**Question: what does "electrons outside these shells" mean in a squeezed and stretched Co₃W cell?**

I'm looking at one ordered cubic crystal, Co₃W, calculated at seven volumes. The atoms keep their places in the cell and only the cell size changes. The volume is given per atom, while the electron count in the last column is for the whole cell of three Co and one W.

Cubic Co₃W at seven fixed volumes, calculated with Ansatz 0.2.0: r2SCAN, scalar-relativistic, PAW, collinear spins, 500 eV plane-wave cutoff, 12×12×12 k mesh, Gaussian smearing of 0.1 eV. The last column gives the electrons per four-atom cell that a Löwdin analysis leaves outside the 3s, 3p, 3d and 4s shells of Co and the 5s, 5p, 5d and 6s shells of W.

```csv
volume (Å³/atom),shortest distance (Å),electrons outside these shells (e)
10.644,2.469,0.760
10.984,2.495,0.780
11.324,2.521,0.790
11.345,2.522,0.790
11.617,2.542,0.800
11.664,2.546,0.800
12.003,2.570,0.810
```

My questions, from easy to hard:

1. Which cell has the most electrons outside, and is the effect large?
2. Have these electrons left the atoms?
3. The steps are uneven and some rows tie. Which digits can I trust?
4. Which shells do the extra outside electrons come from?
5. Why should stretching a metal move them?
6. The crystal is magnetic. Is that mixed into the trend?
7. What would change if the analysis included p shells?

**Answer**

**1. Which cell has the most, and is it a large effect?**

The largest cell has the most, 0.81 electrons against 0.76 in the smallest. The count never falls as the cell grows. The rise is about 7% of the starting value, for a volume that grows by 13%. Measured against the 65 electrons treated in the cell it is tiny, so the column shows no more than a slight reshuffling.

**2. Have these electrons left the atoms?**

No. The column is a remainder. A Löwdin analysis takes a list of atomic orbitals and asks how much of the calculated electron cloud each of them can describe. Here the list holds 3s, 3p, 3d and 4s on Co, and 5s, 5p, 5d and 6s on W. Whatever these orbitals can't describe is counted as outside, wherever in the cell it sits.

The empty outer p shells of the free atoms, 4p on Co and 6p on W, are not on the list. In a metal the outer s and p orbitals mix into one broad band, so some p character is certain to be present. It has no column of its own and ends up in the remainder, except for what the listed orbitals of neighbouring atoms happen to describe. That p character makes up most of the count is the natural reading, but these data can't confirm it, because no p projection was made.

A comparison shows why the remainder is not a charge. In the 10.984 cell each Co atom seems to be short of 0.24 electrons, and W is slightly short too. A Bader analysis, which divides the space between the atoms and leaves nothing over, was made for the 11.324 cell. It gives each Co a charge of −0.25, that is, extra electrons, and makes W the donor. Co can look short in one analysis and rich in the other because the first sorts by orbital shape and the second by place.

**3. Which digits can I trust?**

The column is rounded to 0.01, and the steps are of that same size. The uneven steps and the ties therefore carry no physics. For two cells, 10.984 and 11.664, the full list of shell populations gives the count more finely, as 0.775 and 0.800. Join these two by a straight line and you can work out what the other rows should print:

slope = 0.0248 e / (11.664 − 10.984) Å³ = 0.0365 e per Å³

count at 12.003 Å³ = 0.800 + 0.0365 × (12.003 − 11.664) = 0.812, printed as 0.81

The table has 0.81 there, and that row played no part in drawing the line. The other four rows also agree to the printed digit. This is a mild test, since a gently curved line would pass it as well. What you can trust is the direction and a total rise of between 0.04 and 0.06 electrons.

It also helps to know how hard one must push to see anything. The 11.324 cell is practically free of pressure; the others are held squeezed or stretched. Between the two finely known cells, moving the count by 0.01 takes a pressure change of about 7 GPa. A uniform stress of 1 GPa would shift the count by much less than one step of the last printed digit, so it could show only where a value happens to lie at the edge of rounding.

**4. Which shells do they come from?**

On balance they come from the d shells, the only ones that lose electrons. Going from the 10.984 to the 11.664 cell, the 3d shells of Co and the 5d shell of W together lose 0.091 electrons. The outer s shells, 4s and 6s, gain 0.050. So more than half of what the d shells give up turns up in the outer s shells. The remainder grows by 0.025.

The last 0.016 turns up in an odd place, the filled inner shells. These shells, such as 3s and 3p on Co, should hold exactly eight electrons per atom, but the analysis finds slightly fewer. In all, about 0.12 electrons are missing from them in the smaller cell and 0.11 in the larger one, mostly from the inner s shells. A likely reason is overlap. Löwdin's method first makes all the listed orbitals orthogonal to each other, and the wide outer s orbitals of the neighbours reach into the inner s shells. As the atoms move apart this overlap shrinks, and the inner shells look fuller.

In truth the inner shells stay full, so this last part is a matter of bookkeeping. It may belong with the outer s shells or with the remainder, and these numbers can't say which. If all of it belonged with the remainder, the part that no listed shell describes would gain 0.041 electrons instead of 0.025.

**5. Why should stretching a metal move them?**

Two kinds of electron share this metal. The s and p electrons are spread out and run through the whole crystal in a broad band. The d electrons are compact and stay mostly close to their own atoms, reaching the neighbours only with their outer parts. Both kinds of state are filled up to one common energy, the Fermi level, so electrons can pass from one kind to the other whenever their energies shift relative to each other.

Compression raises the two kinds unequally. A spread-out electron forced into a smaller cell must take a shorter wavelength, which costs kinetic energy. It must also stay orthogonal to the filled inner shells, and these take up a larger share of a smaller cell, which pushes its energy up further. A d electron feels the squeeze mainly through stronger overlap with its neighbours. That widens the d band but lifts its centre less.

Expansion runs the same process backwards. The s and p states sink relative to the d states, some that lay just above the Fermi level drop below it, and electrons flow in from the d band. The broad band is a mixture of s and p, so its gain is expected to show up in both, as long as the mixture itself changes little. That fits the balance above, where the outer s shells and the undescribed part both gain.

The transfer is small for two reasons. A broad band has few states in any given energy interval, so even a sizeable shift makes room for few electrons. Besides, each electron that leaves a compact d shell reduces the repulsion among those that stay, which lowers the d levels and works against further loss.

The shell populations show the d loss and the s gain. The movement of the bands behind them is standard theory of transition metals, and I have not traced it here band by band. Populations also depend on how overlapping orbitals are shared out. Besides, the listed orbitals keep a fixed size, so how well they cover the broad band can change with the volume. Part of the remainder's rise could come from that alone. For a neighbouring alloy with a partly filled d band and a broad sp band, a loss of d electrons on expansion is a reasonable first guess. It is less safe where the d band is nearly full, because the widening of that band under compression then pushes its top up and works the other way.

**6. Is magnetism mixed into the trend?**

Yes, in the sense that both change together. In every cell the Co moments point one way and the smaller W moment points the other way. The moment on each Co atom grows by about 21% from the smallest to the largest cell. This growth is smooth, so the rise of the count doesn't come from a jump between two magnetic states.

The 3d shell of Co shows the two changes on top of each other. Between the two finely known cells, the majority spin gains 0.015 electrons per Co atom and the minority spin loses 0.035. If electrons only left the d shell, neither spin would need to gain. If they only changed spin, gain and loss would cancel. Here some electrons leave and others change sides.

The change of sides has its own well-known cause. When the atoms move apart, the d orbitals overlap less and the d band narrows. Moving an electron from the minority to the majority spin then costs less band energy, while the exchange energy gained by parallel spins stays much the same. Larger moments become favourable.

How much of the d loss would remain without magnetism can't be read from these cells. That would take the same volumes calculated with no magnetic moment on any atom. Another magnetic arrangement may also lie lower in energy, so the trend belongs to the state found here. And r2SCAN tends to make the moments of magnetic metals too large, so the magnetic part of the trend may be overstated.

**7. What would change if p shells were included?**

The crystal would not change at all. The populations are read off after the electron cloud has been calculated, so energy, pressure and moments would stay the same. The column, however, should become clearly smaller, because much of what is now called outside is probably p character and would then be booked as Co 4p or W 6p.

The new p numbers would need care too. Outer p orbitals are large and reach far over the neighbouring atoms, so they would also claim some of the cloud that is now booked as s or d. Whether the smaller column would still rise on expansion can't be told without making that projection.

Because so much depends on the list of shells, this column should be compared between two materials per atom, and only if both were analysed with the same kinds of shell. A metal whose list includes the outer p orbitals would probably show a smaller remainder per atom than Co₃W even if its electrons were arranged in much the same way.
